**LDA against PBEsol for fcc Ti, Nb, Hf, Ta, W and Re**

The table holds volumes per atom and bulk moduli in LDA and PBEsol, and the LDA pressure derivative of the modulus, from scalar-relativistic plane-wave PAW calculations without spin polarisation (Ansatz 0.2.0, datasets made for PBE). The program treats PBEsol as the LDA Birch-Murnaghan curve plus an outward pressure $\delta P$, and tests equal $\delta P$, equal $\delta P\,V$ and equal percentage as one-parameter models of the volume change. The inferred $\delta P$ lies between 4.0 and 5.8 GPa; the first two models tie at 0.30 points rms, against 0.99 for an equal percentage. Expansion alone overshoots the softening about twofold, and a stiffening term $n\,\delta P$ with $n\approx1.8$ brings the misfit to 0.46 points rms, worst for Ta. The smearing pressure is estimated from the entropy terms, and fits to the LDA stress give moduli up to 0.8 % below the table's.

Fcc metals of groups 4 to 7, computed with Ansatz 0.2.0 in LDA (PW92) and PBEsol, using plane waves (420 eV cutoff), scalar-relativistic PAW, no spin polarisation and Fermi-Dirac smearing of 0.1 eV. Volumes and bulk moduli come from third-order Birch-Murnaghan fits to energies extrapolated to zero smearing.

## Script

```python
# Table: volume per atom, bulk modulus B and B' of fcc Ti, Nb, Hf, Ta, W, Re; Ansatz 0.2.0, plane-wave PAW,
# scalar-relativistic, no spin, LDA and PBEsol. Tested: PBEsol = LDA Birch-Murnaghan curve plus an outward
# pressure dP; B(PBEsol) = B(LDA at the PBEsol volume) + n dP; steps set against rounding, smearing, fit scatter.
T = {
    'element': ['Ti', 'Nb', 'Hf', 'Ta', 'W', 'Re'],
    'k_runs': ['15x15x15 / 22x22x22', '15x15x15', '14x14x14', '15x15x15 / 21x21x21', '15x15x15', '16x16x16'],
    'Z': [22, 41, 72, 73, 74, 75],
    'valence_electrons': [4, 5, 4, 5, 6, 7],
    'k_mesh': ['15×15×15', '15×15×15', '14×14×14', '15×15×15', '15×15×15', '16×16×16'],
    'volume_LDA': [16.02, 17.71, 20.73, 17.75, 15.65, 14.38],  # Å³
    'volume_PBEsol': [16.68, 18.11, 21.56, 18.2, 15.96, 14.6],  # Å³
    'bulk_modulus_LDA': [122, 182, 116, 210, 314, 404],  # GPa
    'bulk_modulus_PBEsol': [115, 174, 108, 203, 301, 391],  # GPa
    'bulk_modulus_pressure_derivative_LDA': [3.31, 3.61, 3.58, 3.69, 4.22, 4.35],
    'volume_change': [4.1, 2.3, 4.0, 2.5, 1.9, 1.5],  # %
    'modulus_change': [-6.0, -4.4, -7.0, -3.7, -4.1, -3.2],  # %
}
import numpy as np
from scipy.optimize import brentq, minimize_scalar, curve_fit
from scipy.constants import e
el = T['element']; A = lambda k: np.array(T[k], float)
V, V2, B, B2 = A('volume_LDA'), A('volume_PBEsol'), A('bulk_modulus_LDA'), A('bulk_modulus_PBEsol')
Bp, dv, db = A('bulk_modulus_pressure_derivative_LDA'), A('volume_change'), A('modulus_change')
G = e*1e21  # GPa per eV/A^3
P = lambda x, b, p: 1.5*b*(x**(-7/3)-x**(-5/3))*(1+0.75*(p-4)*(x**(-2/3)-1))
K = lambda x, b, p: -x*(P(x+1e-5, b, p)-P(x-1e-5, b, p))/2e-5
rms = lambda r: np.sqrt(np.mean(r**2))
mix = np.array(['/' in str(k) for k in T['k_runs']])
x = 1+dv/100; dP = -P(x, B, Bp); W = dP*V/G
print('1. Step LDA -> PBEsol (* = two k-meshes in the row; volume change rounded to 0.05 points)')
print('el   dV %  lattice %  dP GPa (rounding)  dP*V eV')
for i, s in enumerate(el):
    print(f"{s+'*'*int(mix[i]):4s}{dv[i]:5.1f}{100*(x[i]**(1/3)-1):9.2f}{dP[i]:9.2f} ({5e-4*K(x[i],B[i],Bp[i]):.2f}){W[i]:12.3f}")
print(f"max/min: B {B.max()/B.min():.2f}, dV {dv.max()/dv.min():.2f}, dP {dP.max()/dP.min():.2f}, dP*V {W.max()/W.min():.2f}")
pred = lambda q: np.array([100*(brentq(lambda y: P(y, B[i], Bp[i])+q[i], 1, 1.2)-1) for i in range(len(el))])
print('2. One-parameter models of dV; model minus table in points, order ' + ' '.join(el))
for name, f, hi, u in (('equal dP', lambda c: pred(c+0*V), 8, 'GPa'), ('equal dP*V', lambda c: pred(c*G/V), 0.8, 'eV'),
                       ('equal percent', lambda c: c+0*V, 8, '%')):
    c = minimize_scalar(lambda c: rms(f(c)-dv), bounds=(0.05, hi), method='bounded').x; r = f(c)-dv
    print(f"{name} {c:.2f} {u}: " + ' '.join(f'{v:+.2f}' for v in r) + f"; rms {rms(r):.2f}, worst {el[np.argmax(abs(r))]}")
only = 100*(K(x, B, Bp)/B-1); rem = db-only; a = 100*dP/B
n = (a@rem)/(a@a); n4 = (a[~mix]@rem[~mix])/(a[~mix]@a[~mix]); res = only+n*a-db
nf = lambda d, m: (m-100*(K(1+d/100, B, Bp)/B-1))/(-100*P(1+d/100, B, Bp)/B)
nr = np.max([abs(nf(dv+s, db+t)-rem/a) for s in (-.05, .05) for t in (-.05, .05)], axis=0)
print('3. Modulus: dB %, expansion alone %, remainder points, GPa, n (rounding; for 1 % in B), common-n misfit')
for i, s in enumerate(el):
    print(f"{s:3s}{db[i]:6.1f}{only[i]:7.1f}{rem[i]:6.1f}{rem[i]*B[i]/100:6.1f}   n {rem[i]/a[i]:.2f} ({nr[i]:.2f}; {1/a[i]:.2f}){res[i]:+7.2f}")
print(f"common n {n:.2f} (single-mesh rows {n4:.2f}); rms {rms(res):.2f} points, worst {el[np.argmax(abs(res))]}; n = 0: rms {rms(rem):.2f}")
print(f"expansion alone / actual drop: {(only/db).min():.2f} to {(only/db).max():.2f}")
# Typed from further outputs of the same LDA runs: pressures (GPa) at six volume factors,
# cell edge (A) at factor 1, smearing term TS (eV) at 0.96 and 1.04, explicit electrons
fac = np.array([.88, .92, .96, 1., 1.04, 1.08])
R = {'Ti': ([19.094, 11.600, 5.304, 0.010, -4.440, -8.174], 2.832, .050015, .054908, 12),
     'Nb': ([28.507, 16.998, 7.490, -0.406, -6.974, -12.431], 2.929, .045925, .049501, 13),
     'Hf': ([18.758, 11.421, 5.318, 0.237, -4.008, -7.571], 3.083, .043099, .048000, 26),
     'Ta': ([34.012, 20.550, 9.375, 0.106, -7.573, -13.931], 2.928, .039791, .043167, 13),
     'W': ([51.177, 30.302, 13.330, -0.434, -11.648, -20.804], 2.810, .032187, .037738, 14),
     'Re': ([68.316, 40.596, 18.219, 0.145, -14.415, -26.097], 2.730, .024153, .025756, 15)}
print("4. LDA fit to the stress against the table's energy fit (edge rounding 0.05 % in V)")
print("el  V diff %  smearing P GPa, as V %  B diff % (rounding)  B' stress, table  dP stress GPa")
for i, s in enumerate(el):
    p, ed, t1, t2, _ = R[s]; v1 = ed**3/np.sqrt(2)
    (x0, b, q), _ = curve_fit(lambda f, x0, b, q: P(f/x0, b, q), fac, p, p0=[1, B[i], 4])
    ps = 0.5*(t2-t1)/(0.08*v1)*G
    print(f"{s:3s}{100*(x0*v1/V[i]-1):+7.2f}{ps:9.2f}{100*ps/B[i]:7.2f}{100*(b/B[i]-1):+10.2f} ({50/B[i]:.2f}){q:9.2f}{Bp[i]:6.2f}{-P(x[i],b,q):9.2f}")
print('5. Comparisons between elements, LDA then PBEsol')
for s, t in (('Hf', 'Ti'), ('Ta', 'Nb'), ('Re', 'Hf'), ('Ti', 'W')):
    i, j = el.index(s), el.index(t)
    print(f"{s}/{t}: volume {V[i]/V[j]:.3f} {V2[i]/V2[j]:.3f}; modulus {B[i]/B[j]:.2f} {B2[i]/B2[j]:.2f}")
for s in np.array(el)[mix]:
    m = [int(k.strip().split('x')[0]) for k in T['k_runs'][el.index(s)].split('/')]
    print(f"{s}: k-point count, dense over coarse mesh {(m[1]/m[0])**3:.1f}")
print('explicit electrons: ' + ', '.join(f'{s} {R[s][4]}' for s in el))
assert (dv > 0).all() and (db < 0).all()
assert (rem > 0).all()
assert dP.max()/dP.min() < dv.max()/dv.min()
assert (np.argsort(V) == np.argsort(V2)).all() and (np.argsort(B) == np.argsort(B2)).all()
```

Running it gives:

```
1. Step LDA -> PBEsol (* = two k-meshes in the row; volume change rounded to 0.05 points)
el   dV %  lattice %  dP GPa (rounding)  dP*V eV
Ti*   4.1     1.35     4.59 (0.05)       0.459
Nb    2.3     0.76     3.97 (0.08)       0.439
Hf    4.0     1.32     4.24 (0.05)       0.549
Ta*   2.5     0.83     4.95 (0.10)       0.549
W     1.9     0.63     5.68 (0.14)       0.555
Re    1.5     0.50     5.82 (0.19)       0.523
max/min: B 3.48, dV 2.73, dP 1.47, dP*V 1.26
2. One-parameter models of dV; model minus table in points, order Ti Nb Hf Ta W Re
equal dP 4.49 GPa: -0.10 +0.32 +0.26 -0.25 -0.42 -0.36; rms 0.30, worst W
equal dP*V 0.50 eV: +0.37 +0.32 -0.42 -0.25 -0.21 -0.08; rms 0.30, worst Hf
equal percent 2.72 %: -1.38 +0.42 -1.28 +0.22 +0.82 +1.22; rms 0.99, worst Ti
3. Modulus: dB %, expansion alone %, remainder points, GPa, n (rounding; for 1 % in B), common-n misfit
Ti   -6.0  -12.7   6.7   8.2   n 1.79 (0.03; 0.27)  +0.19
Nb   -4.4   -8.0   3.6   6.5   n 1.64 (0.07; 0.46)  +0.44
Hf   -7.0  -13.4   6.4   7.4   n 1.74 (0.04; 0.27)  +0.37
Ta   -3.7   -8.8   5.1  10.7   n 2.17 (0.05; 0.42)  -0.78
W    -4.1   -7.7   3.6  11.3   n 1.99 (0.09; 0.55)  -0.28
Re   -3.2   -6.3   3.1  12.6   n 2.16 (0.11; 0.69)  -0.47
common n 1.84 (single-mesh rows 1.79); rms 0.46 points, worst Ta; n = 0: rms 4.95
expansion alone / actual drop: 1.81 to 2.38
4. LDA fit to the stress against the table's energy fit (edge rounding 0.05 % in V)
el  V diff %  smearing P GPa, as V %  B diff % (rounding)  B' stress, table  dP stress GPa
Ti   +0.27     0.31   0.25     -0.80 (0.41)     3.32  3.31     4.55
Nb   +0.10     0.20   0.11     -0.48 (0.27)     3.61  3.61     3.95
Hf   +0.16     0.24   0.20     -0.67 (0.43)     3.51  3.58     4.22
Ta   +0.06     0.19   0.09     -0.04 (0.24)     3.64  3.69     4.96
W    +0.11     0.35   0.11     -0.66 (0.16)     4.11  4.22     5.65
Re   +0.10     0.11   0.03     -0.22 (0.12)     4.33  4.35     5.81
5. Comparisons between elements, LDA then PBEsol
Hf/Ti: volume 1.294 1.293; modulus 0.95 0.94
Ta/Nb: volume 1.002 1.005; modulus 1.15 1.17
Re/Hf: volume 0.694 0.677; modulus 3.48 3.62
Ti/W: volume 1.024 1.045; modulus 0.39 0.38
Ti: k-point count, dense over coarse mesh 3.2
Ta: k-point count, dense over coarse mesh 2.7
explicit electrons: Ti 12, Nb 13, Hf 26, Ta 13, W 14, Re 15
```
